\textbf{Question.} Papers on $\alpha$-RuCl$_3$ say that the Ru$^{3+}$ ion ($4d^5$, low spin) has a $j_{\rm eff}=1/2$ ground doublet with $g=-2$, and that the trigonal distortion makes the in-plane and out-of-plane $g$ values differ. How are $g_\parallel$ and $g_\perp$ derived? Why does a state that is mostly orbital end up with $|g|=2$, does the minus sign mean anything, and how far can the formulas be trusted for the real crystal?

\textbf{Answer.} The problem reduces to one hole with effective orbital momentum 1 and spin 1/2. One $2\times2$ diagonalisation gives the doublet, and two matrix elements give the $g$ values. Most of the care goes into signs. Angular momenta are in units of $\hbar$, energies in meV or eV, moments in $\mu_B$.

\subsection*{1. Premises}

(a) The octahedral splitting $10Dq$ is large enough that the ground configuration is $t_{2g}^5$, and only its six states are kept.

(b) Spin-orbit coupling is the one-electron operator $\zeta\,\mathbf L\cdot\mathbf s$ with $\zeta>0$.

(c) The remaining crystal field has a threefold or fourfold axis $\mathbf n$.

(d) The Zeeman term of each electron is $\mu_B\mathbf B\cdot(2\mathbf s+k\mathbf L)$. The spin $g$ factor is set to 2, and the orbital factor $k\ge0$ is one isotropic number.

(e) The ion is isolated, and $\mu_BB$ and $k_BT$ are small against the gap above the lowest doublet.

\subsection*{2. Effective orbital momentum}

Label the real orbitals $|X\rangle=d_{yz}$, $|Y\rangle=d_{zx}$, $|Z\rangle=d_{xy}$, with $x,y,z$ along the bonds of the ideal octahedron. With $L_z=-i(x\partial_y-y\partial_x)$,
\begin{equation}
L_z\,yz=-i\,zx,\qquad L_z\,zx=+i\,yz,\qquad L_z\,xy=-i\,(x^2-y^2).
\tag{1}
\end{equation}
The last function is $e_g$ and is removed by the projector $P$ on $t_{2g}$. For $p$ functions the same operator gives $L_zx=+iy$, $L_zy=-ix$, $L_zz=0$. The $t_{2g}$ matrix is thus the negative of the $p$ matrix, and cyclic permutation extends this to $L_x$ and $L_y$:
\begin{equation}
P\mathbf LP=-\mathbf l,\qquad \langle b|l_a|c\rangle=-i\epsilon_{abc}.
\tag{2}
\end{equation}
The matrices $l_a$ obey $[l_x,l_y]=il_z$ and $\mathbf l^2=2$, so $\mathbf l$ is an angular momentum with $l=1$.

\subsection*{3. From five electrons to one hole}

Let $|F\rangle$ be the filled $t_{2g}^6$ shell and $T$ time reversal. For a spin orbital $|a\rangle$ write $|\bar a\rangle=T|a\rangle$ and define the five-electron state $|a_h\rangle=c_{\bar a}|F\rangle$. For a one-body operator $O=\sum o_{pq}c_p^\dagger c_q$ the anticommutation rules give $\langle b_h|O|a_h\rangle=\delta_{ab}{\rm Tr}\,o-\langle\bar a|o|\bar b\rangle$, with the trace over $t_{2g}$. If $o$ is Hermitian and $T^{-1}oT=\epsilon o$ with $\epsilon=\pm1$, antiunitarity gives $\langle\bar a|o|\bar b\rangle=\epsilon\langle a|o|b\rangle^*=\epsilon\langle b|o|a\rangle$. Therefore
\begin{equation}
\langle b_h|O|a_h\rangle=\delta_{ab}\,{\rm Tr}\,o-\epsilon\,\langle b|o|a\rangle .
\tag{3}
\end{equation}
Time-odd operators ($\mathbf s$, $\mathbf l$) are traceless and keep their one-electron matrices. Time-even operators change sign, up to a constant. The spin-orbit term is $-\zeta\,\mathbf l\cdot\mathbf s$ for an electron by (2), and it is time-even, so for the five-electron states it is $+\lambda\,\mathbf l\cdot\mathbf s$ with $\lambda=\zeta>0$. The Zeeman term is time-odd:
\begin{equation}
H_Z=\mu_B\,\mathbf B\cdot\mathbf M,\qquad \mathbf M=2\mathbf s-k\,\mathbf l .
\tag{4}
\end{equation}
The magnetic moment itself is $\boldsymbol\mu=-\mu_B\mathbf M$. The Coulomb repulsion inside $t_{2g}^5$ is spin-independent and cubic, so it shifts the six states of this single $^2T_{2g}$ term equally.

\subsection*{4. The axial field}

A spin-independent, time-even operator is a real symmetric matrix in the basis $X,Y,Z$. A threefold rotation about $[111]$ permutes $X\to Y\to Z$, so the diagonal elements are all equal and the off-diagonal elements are all equal. Such a matrix is a constant plus a multiple of $|n\rangle\langle n|$, where $|n\rangle=(|X\rangle+|Y\rangle+|Z\rangle)/\sqrt3$ is the $a_{1g}$ orbital. A fourfold axis along $[001]$ leads to the same form with $|n\rangle=|Z\rangle$. From (2), $(\mathbf n\cdot\mathbf l)_{bc}=-in_a\epsilon_{abc}$, and contracting two $\epsilon$ symbols gives
\begin{equation}
\big[(\mathbf n\cdot\mathbf l)^2\big]_{bc}=\delta_{bc}-n_bn_c .
\tag{5}
\end{equation}
The axial field is thus $\Delta(\mathbf n\cdot\mathbf l)^2$ plus a constant in both cases. From here on $z$ denotes $\mathbf n$, for $\mathbf l$ and $\mathbf s$ alike. This is allowed because $\mathbf l\cdot\mathbf s$ and $\mathbf B\cdot\mathbf M$ are scalar products. Then
\begin{equation}
H_0=\lambda\,\mathbf l\cdot\mathbf s+\Delta\,l_z^2 .
\tag{6}
\end{equation}
For $\Delta>0$ the hole prefers $l_z=0$. By (3) this means that the one-electron level $|n\rangle$ lies $\Delta$ above the other two. In $\alpha$-RuCl$_3$ the axis is the octahedral $[111]$ direction, normal to the honeycomb layer, so $g_\parallel$ is the out-of-plane and $g_\perp$ the in-plane value. I define the sign of $\Delta$ by the level order, because in a trigonal layer both covalency and distant ions contribute to it and the chlorine angles alone do not fix it.

\subsection*{5. The ground doublet}

$H_0$ commutes with $j_z=l_z+s_z$. Use $|m,\sigma\rangle$ with the standard phases $l_+|0\rangle=\sqrt2|1\rangle$, $l_+|{-1}\rangle=\sqrt2|0\rangle$, and $\mathbf l\cdot\mathbf s=l_zs_z+\tfrac12(l_+s_-+l_-s_+)$.

The states $|1,\uparrow\rangle$ and $|{-1},\downarrow\rangle$ have $j_z=\pm3/2$ and are eigenstates with $E_{3/2}=\lambda/2+\Delta$. For $j_z=+1/2$, in the basis $|0,\uparrow\rangle$, $|1,\downarrow\rangle$, the diagonal elements are $0$ and $\Delta-\lambda/2$, and $\tfrac12\lambda\,l_+s_-|0,\uparrow\rangle=(\lambda/\sqrt2)|1,\downarrow\rangle$:
\begin{equation}
H_0^{(1/2)}=\begin{pmatrix}0&\lambda/\sqrt2\\ \lambda/\sqrt2&\Delta-\lambda/2\end{pmatrix}.
\tag{7}
\end{equation}
The $j_z=-1/2$ block, in the basis $|0,\downarrow\rangle$, $|{-1},\uparrow\rangle$, is the same matrix. Its eigenvalues are
\begin{equation}
E_\pm=\frac{2\Delta-\lambda\pm W}{4},\qquad W=\sqrt{(\lambda-2\Delta)^2+8\lambda^2}.
\tag{8}
\end{equation}
The off-diagonal element is positive, so the lower eigenvector has components of opposite sign. In the parametrisation of Jackeli and Khaliullin (2009),
\begin{equation}
|\tilde\uparrow\rangle=\sin\theta|0,\uparrow\rangle-\cos\theta|1,\downarrow\rangle,\qquad
|\tilde\downarrow\rangle=\sin\theta|0,\downarrow\rangle-\cos\theta|{-1},\uparrow\rangle,
\tag{9}
\end{equation}
with $0<\theta<\pi/2$. The expectation value of (7) is
\begin{equation}
E(\theta)=\tfrac14(2\Delta-\lambda)-\tfrac14\left[(\lambda-2\Delta)\cos2\theta+2\sqrt2\,\lambda\sin2\theta\right].
\tag{10}
\end{equation}
The bracket is the scalar product of the unit vector $(\cos2\theta,\sin2\theta)$ with a vector of length $W$, and it is largest when the two are parallel:
\begin{equation}
\cos2\theta=\frac{\lambda-2\Delta}{W},\qquad \sin2\theta=\frac{2\sqrt2\,\lambda}{W},\qquad
\tan2\theta=\frac{2\sqrt2\,\lambda}{\lambda-2\Delta}.
\tag{11}
\end{equation}
The energy is then $E_-$, as it must be. The tangent alone is ambiguous: for $\Delta>\lambda/2$ the branch with $\pi/2<2\theta<\pi$ is required. The excitation energies are
\begin{equation}
E_+-E_-=\frac W2,\qquad E_{3/2}-E_-=\frac{3\lambda+2\Delta+W}{4}.
\tag{12}
\end{equation}
Since $W\ge2\sqrt2\lambda$ and $W>\lambda-2\Delta$, the first is at least $\sqrt2\lambda$ and the second exceeds $\lambda$. The doublet (9) is the ground state for every $\Delta$. At $\Delta=0$ both gaps equal $3\lambda/2$, with $\sin^2\theta=1/3$.

\subsection*{6. The $g$ values}

To first order in $B$ only the projection of $\mathbf M$ on the doublet matters. Define the pseudospin $\tilde{\mathbf S}=\boldsymbol\sigma/2$ in the ordered basis (9), and $g$ by $H_Z\to\mu_B\sum_ag_aB_a\tilde S_a$.

\emph{Parallel.} $M_z=2s_z-kl_z$ is diagonal in $|m,\sigma\rangle$, with value $+1$ on $|0,\uparrow\rangle$ and $-1-k$ on $|1,\downarrow\rangle$. The values on $|0,\downarrow\rangle$ and $|{-1},\uparrow\rangle$ are the negatives, and $M_z$ cannot connect states of different $j_z$. Hence $M_z\to g_\parallel\tilde S_z$ with $g_\parallel=2\langle\tilde\uparrow|M_z|\tilde\uparrow\rangle$:
\begin{equation}
g_\parallel=2\left[\sin^2\theta-(1+k)\cos^2\theta\right]=-k-(2+k)\cos2\theta .
\tag{13}
\end{equation}

\emph{Perpendicular.} $M_+=M_x+iM_y=2s_+-kl_+$ raises $j_z$ by one, so its only element in the doublet is $\langle\tilde\uparrow|M_+|\tilde\downarrow\rangle$. Acting on (9),
\begin{equation}
M_+|\tilde\downarrow\rangle=\left(2\sin\theta+\sqrt2k\cos\theta\right)|0,\uparrow\rangle-\sqrt2k\sin\theta\,|1,\downarrow\rangle ,
\tag{14}
\end{equation}
where $s_+$ annihilates $|{-1},\uparrow\rangle$. The overlap with $|\tilde\uparrow\rangle$ is real. Since $\langle\tilde\uparrow|\tilde S_+|\tilde\downarrow\rangle=1$, we have $M_+\to g_\perp\tilde S_+$, that is $g_x=g_y=g_\perp$, with
\begin{equation}
|g_\perp|=2\sin^2\theta+2\sqrt2\,k\sin\theta\cos\theta=1-\cos2\theta+\sqrt2\,k\sin2\theta .
\tag{15}
\end{equation}
The right side is positive on $0<\theta<\pi/2$. A field at angle $\beta$ to the axis splits the doublet by $\mu_BB\,(g_\parallel^2\cos^2\beta+g_\perp^2\sin^2\beta)^{1/2}$, because a traceless matrix $\mathbf v\cdot\boldsymbol\sigma/2$ has eigenvalues $\pm|\mathbf v|/2$.

\subsection*{7. Cubic limit and the meaning of the sign}

At $\Delta=0$, $\cos2\theta=1/3$ and $\sin2\theta=2\sqrt2/3$, so (13) gives $-(2+4k)/3$ and (15) gives $+(2+4k)/3$. The opposite signs come from the relative phase in (9). For $j_+=l_++s_+$ the steps of (14) give $\langle\tilde\uparrow|j_+|\tilde\downarrow\rangle=\sin^2\theta-2\sqrt2\sin\theta\cos\theta$, which is $-1$ at the cubic point. So $\tilde S_{x,y}$ project onto $-j_{x,y}$ while $\tilde S_z=j_z$. Replacing $|\tilde\downarrow\rangle$ by $-|\tilde\downarrow\rangle$ makes $\tilde{\mathbf S}=\mathbf j$, reverses $g_x$ and $g_y$ together, and gives the isotropic result
\begin{equation}
g=-\frac{2+4k}{3},
\tag{16}
\end{equation}
which is $-2$ at $k=1$. The projection theorem confirms it. Inside a $j$ multiplet a vector $\mathbf V$ acts as $\mathbf j\,\langle\mathbf V\cdot\mathbf j\rangle/j(j+1)$. With $\mathbf s\cdot\mathbf j=\tfrac12(\tfrac34+\tfrac34-2)=-\tfrac14$ and $\mathbf l\cdot\mathbf j=\tfrac12(\tfrac34+2-\tfrac34)=1$, division by $3/4$ gives $\mathbf s\to-\mathbf j/3$ and $\mathbf l\to4\mathbf j/3$, so $2\mathbf s-k\mathbf l\to-(2+4k)\mathbf j/3$. The spin supplies $-2/3$ and the orbital part $-4k/3$. They add because $\mathbf s$ is antiparallel to $\mathbf l$ and hence parallel to the true $\mathbf L$. That $|g|=2$ at $k=1$ is an arithmetic coincidence: two thirds of that moment is orbital.

One sign does not depend on the basis. With $\tilde M_a=g_a\sigma_a/2$ the projected matrices and ${\rm Tr}(\sigma_x\sigma_y\sigma_z)=2i$,
\begin{equation}
{\rm Tr}\,(\tilde M_x\tilde M_y\tilde M_z)=\frac i4\,g_xg_yg_z=\frac i4\,g_\perp^2g_\parallel .
\tag{17}
\end{equation}
A trace is unchanged by any unitary change of doublet basis. The sign of $g_\perp$ is therefore a convention, while the sign of $g_\parallel$, in any basis with $g_x=g_y$, is physical. It can be read from the dynamics. In a field along $z$, $[\tilde S_z,\tilde S_+]=\tilde S_+$ gives $\tilde M_+(t)\propto\exp(ig_\parallel\mu_BBt/\hbar)$, so for $g_\parallel<0$ the transverse moment precesses in the sense opposite to that of a free electron. Resonance with circularly polarised radiation detects this. Magnetisation and susceptibility depend only on $g^2$.

\subsection*{8. Dependence on the distortion}

Put $\delta=\Delta/\lambda$ and $u=1-2\delta$. Then $\cos2\theta=u/\sqrt{u^2+8}$ and $\sin2\theta=2\sqrt2/\sqrt{u^2+8}$, whose $u$ derivatives at $u=1$ are $8/27$ and $-2\sqrt2/27$. Multiplying by $du/d\delta=-2$ and inserting in (13) and (15),
\begin{equation}
g_\parallel=-\frac{2+4k}{3}+\frac{16}{27}(2+k)\,\delta+O(\delta^2),\qquad
|g_\perp|=\frac{2+4k}{3}+\frac{8}{27}(2+k)\,\delta+O(\delta^2).
\tag{18}
\end{equation}
For $\Delta>0$ the magnitude $|g_\parallel|$ falls twice as fast as $|g_\perp|$ rises, so the mean of the three magnitudes stays fixed at first order.

For $\Delta\to+\infty$, $\theta\to\pi/2$: the hole sits in the orbital singlet, the orbital moment is quenched and $g_\parallel=|g_\perp|=2$. For $\Delta\to-\infty$, $\theta\to0$: $g_\parallel=-2(1+k)$ and $g_\perp=0$, an Ising doublet. Between the cubic point and the quenched limit $g_\parallel$ passes through zero, at $\cos2\theta=-k/(2+k)$. Squaring gives $u^2=2k^2/(1+k)$ with $u<0$, or $\delta=\tfrac12[1+k\sqrt{2/(1+k)}]$, which is $\Delta=\lambda$ for $k=1$. By the scalar-product argument used for (11), the maximum of (15) is $1+\sqrt{1+2k^2}$, equal to 2.73 for $k=1$. Two measured magnitudes would fix $k$ and $\theta$ only up to the choice of sign of $g_\parallel$.

\subsection*{9. Range of validity}

The sizes below use typical, approximate inputs for Ru$^{3+}$ in chlorine octahedra: $\lambda\approx150$ meV, a mean $t_{2g}^4e_g$ excitation energy $E\approx2.4$ eV of the order of $10Dq$, and a Racah parameter $\mathcal B\approx0.05$ eV.

\emph{Coulomb mixing with $t_{2g}^4e_g$.} This is the largest omission, and it can be estimated in closed form. Let $a=zx$, $b=yz$, $c=xy$, $e=x^2-y^2$ be normalised orbitals in the bond frame, all with spin down. From (1) with normalisation, $L_z=ib^\dagger a-ia^\dagger b-2ie^\dagger c+2ic^\dagger e$. Between $|A\rangle=a|F\rangle$ and $|A'\rangle=b|F\rangle$ the element is $\langle A|L_z|A'\rangle=-i$. First-order admixture by the Coulomb operator $V$, with one common denominator, adds $-E^{-1}\langle A|L_zQV+VQL_z|A'\rangle$, where $Q$ projects on $t_{2g}^4e_g$. Now $QL_z|A\rangle$ contains $-2ie^\dagger ca|F\rangle$, and $V|A'\rangle$ contains $\mathcal I\,b^\dagger e^\dagger ac\,b|F\rangle=\mathcal I\,e^\dagger ca|F\rangle$, where $\mathcal I=(bc|ea)$ is the repulsion between the overlap densities $bc$ and $ea$. The other integral, $(ba|ec)$, which would also serve a spin-up $c\to e$ excitation, vanishes because $ba$ is odd and $ec$ even under a fourfold rotation about $z$. The first term is thus $2i\mathcal I$. The second is the complex conjugate of $2i(ac|eb)$, and the same rotation gives $(ac|eb)=-\mathcal I$, so it is also $2i\mathcal I$. The total element is $-i(1+4\mathcal I/E)$.

With harmonics normalised to unit mean square on the sphere, $bc=15xy^2z$ and $ea=\tfrac{15}2(x^2-y^2)xz$. Their only rank-2 component is along $\sqrt{15}\,xz$, and the averages $\langle x^2y^2z^2\rangle=1/105$, $\langle x^4z^2\rangle=3/105$ make both projections $\sqrt{15}/7$, with product $15/49$. The average of the product of the two densities vanishes, being odd under $x\leftrightarrow y$, and there is no rank-0 part, so the rank-4 overlap is $-15/49$. The multipole expansion weights rank $\kappa$ by the Slater integral $F^\kappa/(2\kappa+1)$, which gives $\mathcal I=3F^2/49-15F^4/441=3\mathcal B$ for $\mathcal B=F^2/49-5F^4/441$. In cubic symmetry a spin-free time-odd vector operator within $^2T_{2g}$ must be proportional to $\mathbf l$, so the effect only rescales $k$. Taking one covalent reduction $k_0$ for all elements of $\mathbf L$,
\begin{equation}
k\simeq k_0\left(1+\frac{12\mathcal B}{E}\right).
\tag{19}
\end{equation}
Here $12\mathcal B/E=0.25$. For $k_0=0.8$ this raises the cubic $|g|$ by $\tfrac43k_0\times0.25=0.27$, which rivals the trigonal shifts found below. The form of (13) and (15) survives, but $k$ is an effective parameter. It is not bounded by 1 and does not measure covalency directly. With its common denominator, (19) deserves one significant figure in the correction.

\emph{Spin-orbit and trigonal mixing with $e_g$.} The small parameters are $\lambda/E=0.06$ and, for $\Delta=50$ meV, $\Delta/E=0.02$. They multiply matrix elements of order 1 to 2, so shifts of about 0.1 in $g$ are possible. The spin-orbit part is not absorbed in $k$. The trigonal part, like anisotropic covalency, makes $k$ anisotropic. Since (13) used only $l_z$ and (14) only $l_+$, one may then put $k_\parallel$ in (13) and $k_\perp$ in (15), at the price of three unknowns for two $g$ values.

\emph{Spin $g$ factor.} Using $g_e=2.0023$ changes the cubic $|g|$ by $(g_e-2)/3=0.0008$.

\emph{Higher order in the field.} For $B\parallel z$, $M_z$ couples $|\tilde\uparrow\rangle$ only to $\cos\theta|0,\uparrow\rangle+\sin\theta|1,\downarrow\rangle$ at $E_+$, with element $(2+k)\sin\theta\cos\theta$, and the partner element is its negative. Both members shift equally at order $B^2$, and minus the field derivative of this shift is the Van Vleck moment
\begin{equation}
\mu_{\rm VV}=\mu_B\,\frac{2\mu_BB\,(2+k)^2\sin^2\theta\cos^2\theta}{W/2}.
\tag{20}
\end{equation}
Time reversal makes the spectrum even in $B$, so the next correction to the splitting is of relative order $(2\mu_BB/W)^2$.

\emph{Symmetry and neighbours.} In the monoclinic form of $\alpha$-RuCl$_3$ the Ru site has only a twofold axis, which allows $g_x\ne g_y$ and a tilt of the principal axes. Exchange couplings are typically of order 10 meV or less. They are small against the gaps (12), so the doublet remains a good local basis, but they are large against $\mu_BB$ and strongly anisotropic. The bulk magnetic anisotropy therefore mixes $g$ and exchange, and cannot be inverted through (13) and (15) alone.

\subsection*{10. Numbers for Ru$^{3+}$ in $\alpha$-RuCl$_3$}

Take $\lambda=150$ meV (typical), an illustrative $k_0=0.8$, so that (19) gives $k=0.8\times1.25=1.0$, and $\Delta=+50$ meV. Then $W=\sqrt{50^2+8\times150^2}=427.2$ meV, $\cos2\theta=0.1170$, $\sin2\theta=0.9931$, and the $a_{1g}$ weight of the hole is $\sin^2\theta=0.441$ instead of $1/3$. Equations (13) and (15) give
\begin{equation}
g_\parallel=-1-3\times0.1170=-1.35,\qquad |g_\perp|=0.883+1.404=2.29 .
\tag{21}
\end{equation}
The magnitudes differ from the cubic 2 by $-0.65$ and $+0.29$. The linear forms (18) at $\delta=1/3$ give $-1.41$ and $2.30$. For other distortions at the same $\lambda$ and $k$:
\begin{center}
\begin{tabular}{rrrr}
$\Delta$ (meV) & $\theta$ (deg) & $g_\parallel$ & $|g_\perp|$\\
$-50$ & 29.7 & $-2.52$ & 1.71\\
0 & 35.3 & $-2.00$ & 2.00\\
50 & 41.6 & $-1.35$ & 2.29\\
100 & 48.4 & $-0.65$ & 2.52\\
\end{tabular}
\end{center}
At $\Delta=50$ meV the gaps (12) are 214 and 244 meV. At 300 K, $k_BT=25.9$ meV and the Boltzmann factor of the lower excited doublet is $2.6\times10^{-4}$. At 10 T, $\mu_BB=0.579$ meV, the relative correction to the splitting is of order $7\times10^{-6}$, and (20) gives $0.012\,\mu_B$ against the doublet moment $|g_\parallel|/2=0.68\,\mu_B$. An exchange scale of 10 meV is 0.05 of the lower gap. Premise (e) therefore holds for field and temperature, and the limits come from $k$, from $e_g$ mixing and from exchange. Lowering $k$ to 0.9 gives $g_\parallel=-1.24$ and $|g_\perp|=2.15$, so the second decimal in (21) belongs to the arithmetic only.

Values typically adopted for $\alpha$-RuCl$_3$ are about 2.3 to 2.5 in the plane and, with a wide spread, about 1.1 to 1.9 in magnitude out of the plane. The sign and size of $\Delta$ and the value of $k$ were chosen to reproduce that pattern, so (21) illustrates the formulas and does not test them. The model's result is $|g_\perp|\approx2.3$ and $g_\parallel\approx-1.4$, each uncertain by 0.1 to 0.2 from the neglected terms, with a negative product $g_xg_yg_z$ as long as $\Delta<\lambda$ at $k=1$.